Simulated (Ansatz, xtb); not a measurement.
Relative energy of two isomers of C2H10Ge2

We compare a, `[CH3][GeH2][CH2][GeH3]`, a singlet, with b, `[CH3][GeH2][GeH2][CH3]`, a singlet. Both are isolated molecules in the gas phase, relaxed with B3LYP-D3(BJ)/def2-SVP, each in the lowest conformer that the search found.

Quicker runs give these differences E(b) − E(a): GFN2-xTB −12.3 kcal/mol; HF/STO-3G −11.2 kcal/mol (at GFN2-xTB geometries); r2SCAN-D4/def2-SVP −10.3 kcal/mol (at GFN2-xTB geometries).

Estimate E(b) − E(a) at the level CCSD(T)/def2-SVP + ΔMP2/def2-TZVPP.

Calculated at CCSD(T)/def2-SVP + ΔMP2/def2-TZVPP: E(b) − E(a) = −8.6 kcal/mol, so structure b lies lower.

Level by level:

```
                             level               geometry  E(b) − E(a) (kcal/mol)  departure from the last row (kcal/mol)  job, with rough time for the two
                          GFN2-xTB               GFN2-xTB                     −12.3                                    −3.6              optimisation, 0.14 s
                         HF/STO-3G               GFN2-xTB                     −11.2                                    −2.6               single point, 0.5 s
                r2SCAN-D4/def2-SVP               GFN2-xTB                     −10.3                                    −1.7                 single point, 4 s
             B3LYP-D3(BJ)/def2-SVP  B3LYP-D3(BJ)/def2-SVP                      −9.9                                    −1.2                optimisation, 32 s
                       HF/def2-SVP  B3LYP-D3(BJ)/def2-SVP                      −8.5                                    +0.1           part of the CCSD(T) run
                      MP2/def2-SVP  B3LYP-D3(BJ)/def2-SVP                      −7.7                                    +1.0           part of the CCSD(T) run
                  CCSD(T)/def2-SVP  B3LYP-D3(BJ)/def2-SVP                      −8.1                                    +0.5                      single point
CCSD(T)/def2-SVP + ΔMP2/def2-TZVPP  B3LYP-D3(BJ)/def2-SVP                      −8.6                                                        single point, 76 s
```

As drawn, b has 1 Ge–Ge, 1 C–H in place of 1 C–Ge, 1 Ge–H.

The levels shown agree on the order. The largest departure from CCSD(T)/def2-SVP + ΔMP2/def2-TZVPP is that of GFN2-xTB, 3.6 kcal/mol. The last row adds to CCSD(T) the change of the MP2 difference between the two basis sets, here −0.5 kcal/mol.

With thermal terms from frequencies at re-optimised GFN2-xTB minima (ideal gas, soft modes damped towards free rotors, one conformer each, 298.15 K, 1 atm): the zero-point term adds +1.2 kcal/mol; ΔH is −7.1 and ΔG −7.5 kcal/mol.

The correlated steps freeze 20 core orbitals; the filled d shell of Ge is correlated, in a basis made for valence electrons. Programs: Ansatz 0.2.0, xtb 6.7.1; the last row on 4 threads of Arm Neoverse V1 on a shared host.

Isomer b is favoured because its extra C–H bond more than pays for its weak Ge–Ge bond. Carbon's compact valence orbitals overlap with hydrogen 1s much better than germanium's diffuse ones do, and this gain outweighs the loss of a Ge–C bond. Bond polarity alone would favour a, with its additional Ge–C contact, so it can't be the source of the preference.

Hartree–Fock already gives −8.5 kcal/mol, so the ordering doesn't depend on electron correlation. Its near-agreement with the final value is partly fortuitous, however, as the correlation and basis-set shifts have opposite signs and nearly cancel. Zero-point energy works against b, probably because C–H vibrations are stiffer than the Ge–H vibrations they replace, but the preference survives in ΔG at −7.5 kcal/mol. This supports a thermodynamic preference for the digermane between these two isomers, but says nothing about how readily they interconvert, which would require breaking and remaking strong σ bonds.
